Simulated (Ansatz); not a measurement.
**ScAl: a film clamped to a substrate**

Theory: DFT PBEsol, scalar-relativistic, plane waves, PAW (Ansatz). Settings: plane waves to 420 eV, k-mesh 16×16×12 (Γ-centred), Gaussian smearing 0.15 eV. No spin polarisation. Energies are free energies at this smearing, counted from the undisturbed cell; pressure is positive in compression.

Zero of the scan (relaxed at this level; it needn't be the usual structure):

```
Sc Al
1.0
     1.64536   -5.50863    0.00000
     1.64536    5.50863    0.00000
     0.00000    0.00000    4.33681
Sc Al
2 2
Direct
  0.83726 0.16274 0.25000
  0.16274 0.83726 0.75000
  0.56960 0.43040 0.25000
  0.43040 0.56960 0.75000
```

The cell (4 atoms, V0 = 78.61 Å³) is strained by p along both x and y and by q along z, fractional coordinates fixed. τp = (1/V0) ∂E/∂p = (σxx + σyy)(1 + p)(1 + q) and τq = (1/V0) ∂E/∂q = σzz(1 + p)², with tension positive.

| p | q | ΔE (meV/atom) | τp (GPa) | τq (GPa) |
| --- | --- | --- | --- | --- |
| 0.000 | 0.000 | 0.00 | -0.08 | 0.08 |
| -0.050 | 0.000 | 64.34 | -22.22 | -5.34 |
| 0.050 | 0.000 | 49.15 | 15.09 | 4.53 |
| 0.000 | -0.050 | 27.28 | -5.61 | -9.37 |
| 0.000 | 0.050 | 22.81 | 4.35 | 6.96 |

**Question.** Get the second derivatives of the energy density.

**Answer.** Central differences give A = ∂τp/∂p = 373 GPa (C11 + C22 + 2 C12), C = ∂τq/∂q = 163 GPa (C33) and the cross term B = ∂τq/∂p = 99 GPa (C13 + C23); ∂τp/∂q = 100 GPa must equal B, and any difference shows higher-order terms. Steps this large leave an error of some per cent of A or C in all of these, which can swamp a small B. The ions are clamped.

**Question.** A film of this crystal grows with z along the normal on a substrate that imposes p. How does its thickness respond, and what does the misfit cost?

**Answer.** Count p and q from the stress-free cell. A free surface needs τq = 0, so q = −(B/C) p = -0.60 p. The energy density left is (A − B²/C) p²/2 = M p², with the biaxial modulus M = 157 GPa; a misfit of 1 % costs 1.92 meV/atom, against 2.29 meV/atom if the thickness were held.

At p = -0.050 the energies along q are 128.5 (q = -0.050), 88.2 (q = -0.025), 64.3 (q = 0.000), 54.7 (q = 0.025), 57.5 (q = 0.050) meV/atom.

**Question.** Does the linear rule hold at this misfit?

**Answer.** A parabola through the lowest point and its neighbours has its minimum at q = 0.032, 54.3 meV/atom. With the stress left in the starting cell, τp0 and τq0, linear elasticity gives q = −(τq0 + Bp)/C = 0.030 and E = V0(τp0 p + τq0 q + Ap²/2 + Bpq + Cq²/2)/N = 48.8 meV/atom. The energies differ by more than a tenth, so the quadratic law fails here: the gap holds the anharmonic part, with some error from the wide steps. Cubic terms also shift the vertex of so wide a parabola.

Forces appear on the atoms along this scan, and letting them relax would lower the energy and soften the response. In a metal these slopes depend on the k mesh and the smearing.

The film resists biaxial strain mainly by changing its volume. The thickness response of -0.60 p is well short of the -2 p that would conserve volume, so a compressed film stays denser even with its surface free, and letting the thickness adjust recovers only a modest part of the misfit energy. Compression costs more than equal extension both in the plane and along the normal. This is the usual anharmonicity of a metal: shortening the contacts steeply raises the electrons' kinetic energy and the overlap repulsion between ions, whereas stretching progressively weakens the bonding. It also accounts for the sign of the failure at the compressive misfit, where the harmonic energy is too low although the predicted thickness is nearly right. For a tensile misfit the quadratic law would probably err the other way. Because x and y are inequivalent in this cell but strained equally, the biaxial modulus is an average that doesn't show which in-plane direction carries more of the stress.
